A ladder of methods promises that each rung brings the answer closer to the truth. When an electron is removed from the bent radical B–N–H, the ladder seems to lead the wrong way. Hartree–Fock (HF) falls short of the best estimate, 7.163 eV, by 254 meV, and the far more complete CCSDT(Q) falls short by 310 meV. The paradox goes away once the error of the method is separated from the error of the basis, which for the coupled-cluster levels here is the larger of the two.

Gap between quartet BNH and triplet BNH⁺ at a fixed PBE0/def2-TZVP geometry, computed with Ansatz 0.2.0 and, for AFQMC, the in-house program afq 1. All levels use UHF determinants and the cc-pVDZ basis, except that rows marked CBS are at the basis limit; correlated levels keep the cores frozen. The reference level of the best estimate is CCSDT(Q).

```tsv
level	this level less the best estimate at the basis limit (meV)	statistical noise, one standard error (meV)
HF	-254.0	0.000
MP2	-255.0	0.000
CCSD	-244.0	0.000
CCSD(T)	-296.0	0.000
CCSDT	-304.0	0.000
CCSDT(Q)	-310.0	0.000
ph-AFQMC/CISD	-271.0	13.000
released AFQMC	-299.0	25.000
HF/CBS	-166.0	0.000
MP2/CBS	19.0	0.000
CCSD(T)/CBS	14.0	0.000
```

The gap is the energy of the triplet cation less that of the quartet neutral, with the atoms held fixed. The quartet is an excited state: a PBE calculation on it leaves an empty minority-spin level well below the highest occupied level. The gap is therefore not the ordinary ionisation energy of the molecule, and it should not be compared with a measured one.

**From HF to CCSDT(Q), in the small basis**

The first six rows use the small cc-pVDZ basis but are judged against an estimate at the basis limit. That estimate takes its last step, from CCSD(T) to CCSDT(Q), from this same small basis, so the shortfall of CCSDT(Q) is basis error by construction. Measured from CCSDT(Q) in cc-pVDZ, HF is 56 meV too high, CCSD 66, CCSD(T) 14 and CCSDT 6. Apart from the slip at CCSD, the ladder does not lead away from the goal. HF looks better in the table because, within this small basis, the missing correlation leaves its gap 56 meV above that of CCSDT(Q), and this offsets part of the 310 meV by which the basis puts CCSDT(Q) too low.

The large step comes with the triples, the correlated motion of three electrons at once, which CCSD leaves out and (T) adds approximately. They lower the gap by 52 meV, more than 1 kcal/mol (43 meV). Treating them fully and adding quadruples changes it by only 14 meV more.

**Why correlation pulls in two directions**

Electrons avoid one another, and each pair that does so lowers the energy. The neutral has nine valence electrons and the cation eight, so ionisation breaks eight pairs. Only three of them have opposite spins, the kind that correlates most strongly, because the electron removed has the majority spin. The loss raises the gap, but by less than the count of eight might suggest. Ionisation also empties an orbital of low energy, into which the remaining electrons can now be excited, and that extra freedom stabilises the cation and lowers the gap.

The boron atom shows the second effect in its simplest form. In B⁺ the 2s pair can be excited into three empty 2p orbitals, while in neutral B the 2p electron blocks part of this. The comparison covers only the blocking: B–N–H has bonds and three unpaired electrons, and its numbers do not follow from the atom.

The two effects need different basis sets. Excitation into a low-lying orbital is described well by few functions, whereas the close avoidance of two electrons needs many, with high angular momentum. A small basis should therefore capture most of the gain in the cation and miss much of the pair energy in the neutral. The table is consistent with this, though it shows only the net effect and cannot separate the two parts: correlation, taken as CCSD(T) less HF, lowers the gap by 42 meV in cc-pVDZ but raises it by 180 meV at the limit.

The energies behind the small-basis rows point the same way. The approximate triples lower the neutral by 139 meV and the cation by 191 meV, although the cation has one electron fewer. This fits a cation with low-lying empty orbitals, but its wavefunction was not analysed, so the assignment remains an inference.

**The two Monte Carlo rows**

Auxiliary-field quantum Monte Carlo (AFQMC) samples the correlated state by random walks. The phaseless version steers the walks with a trial wavefunction, which keeps the noise low at the price of a bias. Its gap lies 39 ± 13 meV above CCSDT(Q) in the same basis, three standard errors. For the neutral alone the two methods agree within the noise, so most of the difference arises in the cation; the bias of the constraint is a plausible cause, though untested there.

The released version lifts the constraint and pays for it in noise. It lies 11 ± 25 meV above CCSDT(Q), which is too blurred to tell CCSD(T), CCSDT and CCSDT(Q) apart. Nor is the agreement a fully independent test, because the reference was accepted only where the two methods roughly agreed.

**At the basis limit**

The rows marked CBS are extrapolated to a complete basis set. HF gains 88 meV on the way, probably because the small basis describes the more extended electron cloud of the neutral less well than the compact one of the cation. It then stops 166 meV short, for no basis can supply the correlation that HF leaves out. CCSD(T) gains 310 meV, several times the spread of all the levels in cc-pVDZ.

MP2, the simplest correlated level, ends 19 meV above the best estimate, next to CCSD(T) at 14 meV. This does not make them equals. In the small basis MP2 lies 41 meV above CCSD(T), and it draws level at the limit only because its basis shift is smaller by nearly the same amount. The 14 meV of CCSD(T) is in turn just the step to CCSDT(Q) carried over from cc-pVDZ, not a separate verdict on the method.

**What to buy with limited computer time**

If the basis error depends little on the level, it can be taken from a cheap method:

gap ≈ CCSDT(Q) in cc-pVDZ + (MP2 at the limit − MP2 in cc-pVDZ)

With the values of the table this gives 6.853 + (7.182 − 6.908) = 7.127 eV, with nothing fitted. The result is 36 meV below the best estimate, so the MP2 shift repairs most of the basis error and misses about a tenth of it. With CCSD(T) in place of CCSDT(Q) the miss shrinks to 22 meV, but only because the omitted last step happens to offset part of it. The output printed below lists these sums and the steps between levels.

The formal cost shows where the money goes. Doubling the molecule multiplies the work by about 30 for MP2, 128 for CCSD(T) and 512 for CCSDT(Q). Going from cc-pVDZ to a quadruple-zeta basis makes CCSD(T) roughly several hundred times dearer at the same number of electrons.

For an accuracy of 0.1 eV, MP2 in large basis sets is enough for this gap, though its success rests on cancellation. For 1 kcal/mol, CCSD(T) near the limit is the sounder choice. Only a target of about 10 meV justifies CCSDT(Q), and then the extrapolation to the basis limit, whose own error the table does not give, needs equal care. A comparison with experiment at that level would also need the correlation of the core electrons and the zero-point motion, both left out here. Fragments of B, N and H also occur in the growth of boron nitride, an insulator for electronic devices; there a basis error of 0.3 eV could spoil the assignment of an ion signal to a particular state.

Printed output of the fit:

```
Gap and distance from the best level in the same basis:
             row  gap in eV  distance in meV
              HF      6.909               56
             MP2      6.908               55
            CCSD      6.919               66
         CCSD(T)      6.867               14
           CCSDT      6.859                6
        CCSDT(Q)      6.853                0
   ph-AFQMC/CISD      6.892               39
  released AFQMC      6.864               11
          HF/CBS      6.997             -166
         MP2/CBS      7.182               19
     CCSD(T)/CBS      7.177               14
Step HF to MP2 in cc-pVDZ, meV: -1
Step MP2 to CCSD in cc-pVDZ, meV: 11
Step CCSD to CCSD(T) in cc-pVDZ, meV: -52
Step CCSD(T) to CCSDT in cc-pVDZ, meV: -8
Step CCSDT to CCSDT(Q) in cc-pVDZ, meV: -6
Basis shift of HF from cc-pVDZ to the limit, meV: 88
Basis shift of MP2, meV: 274
Basis shift of CCSD(T), meV: 310
Correlation part of the CCSD(T) basis shift, meV: 222
Effect of correlation on the gap in cc-pVDZ, CCSD(T) less HF, meV: -42
Effect of correlation on the gap at the limit, CCSD(T) less HF, meV: 180
Error of CCSD(T)/cc-pVDZ plus the MP2 basis shift, meV: -22
Error of CCSDT(Q)/cc-pVDZ plus the MP2 basis shift, meV: -36
Error of HF at the limit plus CCSD(T) correlation from cc-pVDZ, meV: -208
MP2 less CCSD(T) in cc-pVDZ, meV: 41
MP2 less CCSD(T) at the limit, meV: 5
Phaseless AFQMC less CCSDT(Q), in standard errors: 3
Released AFQMC less CCSDT(Q), in standard errors: 0.44
One kcal/mol in meV: 43.36
Sampling factor to bring the phaseless noise to 5 meV: 6.76
Size of the perturbative triples in the cation, neutral 139, meV: 191
Size of the CCSD(T) correlation energy in the cation, neutral 5.296, eV: 5.338
Rough cost factor of CCSD(T) from 33 to 144 basis functions, fourth power: 362.6
Cost factor of CCSD(T) when the molecule doubles, seventh power: 128
Cost factor of CCSDT(Q) when the molecule doubles, ninth power: 512
```
